Atomic limit of the electron–phonon problem: exact continued fraction and non-crossing series

1. Model and conventions

One electron level couples linearly to one harmonic mode (the single-site Holstein model):

H = ε c†c + W b†b + g c†c (b + b†), W = ħω₀, g > 0.

The electron is added to the empty site with the oscillator in its ground state (T = 0). The energy w is counted from ε. G(w) = ⟨0|c (w − H + i0)⁻¹ c†|0⟩ = 1/(w − Σ(w)), and A(w) = −Im G/π has poles E_l with weights Z_l. The self-consistent Migdal or non-crossing (NC) approximation is Σ(w) = g² G(w − W). Errors below are departures from the exact solution of this model.

2. Results

Exact:
(1) Σ = g²/(w − W − 2g²/(w − 2W − 3g²/(w − 3W − …))),
(2) E_l = −g²/W + lW, Z_l = e^(−S) S^l/l!, S = g²/W² (Huang–Rhys factor).

Non-crossing, with z = w/W and x = 2√S:
(3) Σ = g²/(w − W − g²/(w − 2W − g²/(w − 3W − …))),
(4) G = −J_(−z)(x) / [g J_(−z−1)(x)],
(5) Z_l = −(1/W) dE_l/dS at fixed W.

The NC poles are the zeros of a Bessel function in its order. At order g⁴ the crossing and the rainbow diagram of Σ are equal, each g⁴/[(w − W)²(w − 2W)], so NC keeps half of that order. At order g^(2n), G has (2n−1)!! diagrams (1, 3, 15, 105, 945), of which the Catalan number C_n = (2n)!/(n!(n+1)!) are non-crossing (1, 2, 5, 14, 42). The share kept is 2ⁿ/(n+1)!, which is 0.044 at n = 5. These counts include reducible diagrams. For Σ alone they are 1, 2, 10, 74 against C_(n−1) = 1, 1, 2, 5.

3. Dimensional analysis

Three energies w, g, W leave two pure numbers: G = W⁻¹ f(z, S). The spectrum has three scales, the line spacing W, the root-mean-square width g and the relaxation energy SW = g²/W, and g is the geometric mean of the other two. For a force f₀ on an oscillator of mass M and stiffness K, g = f₀ √(ħ/(2Mω₀)) and SW = f₀²/(2K). At fixed f₀ and K, W ∝ M^(−1/2), g ∝ M^(−1/4), S ∝ M^(1/2). A slow, heavy lattice therefore means large S. In a metal Migdal's argument discards crossings because W is small against the Fermi energy. An isolated level has no such energy, and slow phonons are the case in which NC does worst.

4. Regimes

Weak coupling, S ≪ 1. The exact values are E₀/W = −S and Z₀ = 1 − S + S²/2 − …, while NC gives
(6) E₀/W = −S + S²/2 − 7S³/12 + …, Z₀ = 1 − S + 7S²/4 − …,
(7) E_l/W = l − S^(l+1)/(l!(l+1)!) + …, Z_l = S^l/(l!)² + … for l ≥ 1.
The relative error is S/2 in E₀ and 5S²/4 in Z₀. The sidebands fail earlier. They miss the shift −SW altogether, so the first spacing is W(1 + S) in place of W, and the leading weight of line l is too small by l!.

Strong coupling, S ≫ 1. With −a_k the zeros of the Airy function Ai (a₁ = 2.338), the low NC poles are
(8) E_(k−1)/W = −2√S − 1 + a_k S^(1/6) − (a_k²/60) S^(−1/6) + …,
(9) Z₀ = S^(−1/2) − (a₁/6) S^(−5/6) − ….
An energy linear in S is replaced by one of order √S, an exponentially small weight e^(−S) by a power law, and the fixed spacing W by one growing as S^(1/6). For every S the NC level E₀ lies above the exact one and above −2g.

Static limit, W → 0 at fixed g. Every diagram of order n equals g^(2n)/w^(2n+1), so the counts become the moments of A. The exact A is a Gaussian of variance g², and the NC one is the semicircle √(4g² − w²)/(2πg²). The central heights are 0.399/g and 0.318/g, and the Gaussian has 4.6 per cent of its weight beyond ±2g, where the semicircle has none. The leading correction in W/g is a skewness S^(−1/2), the same in both. The kurtosis is 3 + 1/S exactly and 2 + 1/S in NC.

Large |w|. The moments ∫wᵐA dw for m = 0 to 3 are 1, 0, g², g²W in both treatments. The fourth is g²W² + 3g⁴ exactly and g²W² + 2g⁴ in NC. The leading relative error of Σ is −g²/[(w − W)(w − 2W)], of size g²/w² for |w| ≫ g, W and S/2 near w = 0. In time, the exact G(t) = −i exp[−S(1 − iω₀t − e^(−iω₀t))] starts as −i exp(−g²t²/2ħ²), so NC holds for t ≪ ħ/g at any S. At fixed w the exact G, as a function of g², has poles at g² = W(lW − w). Its bare series converges only for g² < W·min_l |w − lW|, and the radius shrinks to zero with W, as the growth of (2n−1)!! demands. The static NC series converges for |w| > 2g.

Crossovers. The NC error in E₀ reaches 10 per cent at S = 0.26 and 50 per cent at S = 4.9. The energy expansions (6) and (8), cut after the terms shown, cross near S = 0.4, where both lie 5 per cent below the full NC value, so together they cover the whole range. At S = 4 the relaxation energy equals 2g, and beyond it NC cannot recover more than the fraction 2/√S of the shift.

S | E₀/W NC | from (6) | from (8) | Z₀ exact | Z₀ NC
0.1 | −0.0955 | −0.0956 | −0.173 | 0.905 | 0.915
1 | −0.746 | −1.08 | −0.753 | 0.368 | 0.604
3.5 | −1.933 | not valid | −1.935 | 0.030 | 0.394
20 | −6.15 | not valid | −6.15 | 2.1×10⁻⁹ | 0.191

Weak hopping. On a lattice with hopping t₀ ≪ W the lowest band has, to first order, the effective hopping Z₀t₀, so the error in Z₀ passes directly into the polaron mass.

5. Proofs

Exact solution. With one electron present H acts on phonon states |n⟩ as a chain with diagonal nW and off-diagonal ⟨n−1|H|n⟩ = g√n. Let R_n be the end element of the resolvent of the chain cut off below n. Eliminating the rest of the chain gives R_n = 1/(w − nW − (n+1)g² R_(n+1)). G = R₀ and Σ = g²R₁, which is (1). The shift B = b + g/W gives H = W B†B − g²/W, and the undisplaced vacuum is a coherent state of B with amplitude √S, whose number distribution is Poisson. This is (2).

Diagrams. A single electron in an empty level propagates only forward in time, so closed loops vanish (no tadpole, no phonon self-energy) and each phonon line is emitted before it is absorbed. Between vertices the propagator is 1/(w − mW), with m the number of lines in flight. A diagram's value depends only on the sequence of m, a path of up and down steps from 0 to 0. At a down step from height m any of the m lines may be absorbed, which is the factor m in the numerators of (1). Exactly one choice, the line emitted last, avoids a crossing, so each path carries one NC diagram and the numerators become g². The path 0, 1, 2, 1, 0 has two choices at height 2, the rainbow and the crossing, with identical denominators. Such paths of 2n steps number C_n, and all pairings of 2n vertices number (2n−1)!!. The counts for Σ follow from expanding (1) and (3) at W = 0.

Bessel form. Iterating Σ(w) = g²G(w − W) gives (3), the resolvent of a half-infinite chain with constant hopping g and potential nW. Put ν = n − z. The recurrence J_(ν−1) + J_(ν+1) = (2ν/x)J_ν with 2ν/x = νW/g shows that R_n = −J_ν/(g J_(ν−1)) obeys 1/R_n = w − nW − g²R_(n+1). J_ν is the solution that decays as n → ∞, the one the continued fraction selects, and n = 0 gives (4). At a pole let μ = −z − 1, J_μ(x) = 0. The residue in w is Z = J_(μ+1)/(√S ∂_μJ_μ). Along a zero, ∂_μJ_μ dμ + J′_μ dx = 0, and J′_μ = −J_(μ+1) there, so Z = (dμ/dx)/√S. Since dx = dS/√S, Z = dμ/dS = −dz/dS, which is (5).

Weak coupling. In units of W, (3) expands as S/(z−1) + S²/[(z−1)²(z−2)] + S³{1/[(z−1)³(z−2)²] + 1/[(z−1)²(z−2)²(z−3)]}. Solving z = Σ(z) with z = −S + S²/2 + …, the three terms contribute −S + S² − 3S³/2, −S²/2 + 5S³/4 and −S³/3. The sum is E₀ in (6), and (5) gives Z₀. With the exact multiplicities 2, 4 and 6 on the last three fractions all orders beyond −S cancel. For (7) set μ = −l − 1 + δ in the series Σ_k (−S)ᵏ/(k! Γ(k + μ + 1)) of J_μ. The k = 0 term is (−1)^l l! δ and the first term free of δ is (−S)^(l+1)/(l+1)!, so δ = S^(l+1)/(l!(l+1)!).

Strong coupling. After |n⟩ → (−1)ⁿ|n⟩ the chain has kinetic energy −2g cos k = −2g + gk² − gk⁴/12 + …, potential nW and a hard wall at n = −1. With y = n + 1, the equation −gψ″ + Wyψ = (E + 2g + W)ψ has length ℓ = (g/W)^(1/3) = S^(1/6), solutions Ai(y/ℓ − a_k) and eigenvalues a_k Wℓ. Because Ai″(u) = u Ai(u), ⟨k⁴⟩ = ℓ⁻⁴⟨(y/ℓ − a_k)²⟩ = a_k²/(5ℓ⁴), so the quartic term adds −g a_k²/(60ℓ⁴). This is (8), and (5) gives (9).

Bounds. In the same sign convention the NC ground vector has positive components. Used as a trial state in the exact chain, whose hoppings −g√n are at least as negative, it gives an energy below the NC E₀, so the exact level lies lower still. The bound −2g holds because nW ≥ 0.

6. Numbers: NV centre in diamond

Let c† create the optical excitation of the negatively charged centre, ε being the vertical excitation energy. With linear coupling, equal curvatures and a constant transition dipole, A is the absorption line-shape function, and emission mirrors it about the zero-phonon line. Typical inputs are S = 3.5, an effective mode W = 65 meV = 1.04×10⁻²⁰ J (15.7 THz) and a zero-phonon energy of about 1.945 eV.

The local model suits the host. The compiled static and high-frequency dielectric constants are both 5.7 (Ioffe Institute; Skelton 2020), so there is no long-range polar coupling, and SW is 0.04 of the compiled gap of 5.48 eV (Chen 2018).

The model's scales are g = 1.9×10⁻²⁰ J, SW = 3.6×10⁻²⁰ J (0.23 eV), ħ/g = 5.4 fs and h/W = 64 fs. The exact weights for l = 0 to 4 are 0.030, 0.106, 0.185, 0.216, 0.189, peaking at l = 3. NC puts its first two poles at −1.933 W and +0.048 W with weights 0.394 and 0.282. The relaxation energy falls to 2.0×10⁻²⁰ J (0.13 eV), an error of 45 per cent or 25 THz in the line position. The zero-phonon weight is 13 times too large and becomes the strongest line, and the first sideband sits 1.98 W away in place of W. The envelope survives better: width g and skewness 0.53 are exact, and the kurtosis is 2.29 against 3.29.

Three neglected effects are smaller than this factor of 13 but limit the figures. First, the photon emission rate carries the cube of the photon energy, which raises the model's zero-phonon share by a factor 1.43, to 0.043. The share typically quoted is 3 to 4 per cent, and S and W were chosen to reproduce that share and the typical sideband spacing, so the model's values are no test of the theory. Second, W/k_B = 754 K, so at 300 K the occupation is n = 0.088 and the variance g²⟨(b + b†)²⟩ = g²(2n + 1) grows by a factor 1.18. Third, the real centre couples to a continuum of modes, which turns the comb into a broad band, and it has Jahn–Teller coupling in the excited state, which this model lacks. For many linearly coupled modes Z₀ = exp(−ΣS_q) and the shift is ΣS_qW_q, so the choice of a single W matters. The compiled optical-phonon wavenumber 1332 cm⁻¹ = 1.332×10⁵ m⁻¹ (arXiv:cond-mat/0412643) corresponds to 2.65×10⁻²⁰ J, of which W is 0.39. Assigning the same relaxation energy to that mode would give S = 1.4 and Z₀ = 0.25.

A charge trap in a gate oxide lies further along the same scale. The illustrative inputs S = 20 and W = 60 meV are chosen to give a relaxation energy of the order of 1 eV, typical of such traps. The model's exact shift is 1.9×10⁻¹⁹ J (1.2 eV), against 5.9×10⁻²⁰ J (0.37 eV) in NC, and the NC zero-phonon weight 0.191 exceeds the exact 2.1×10⁻⁹ by eight orders of magnitude.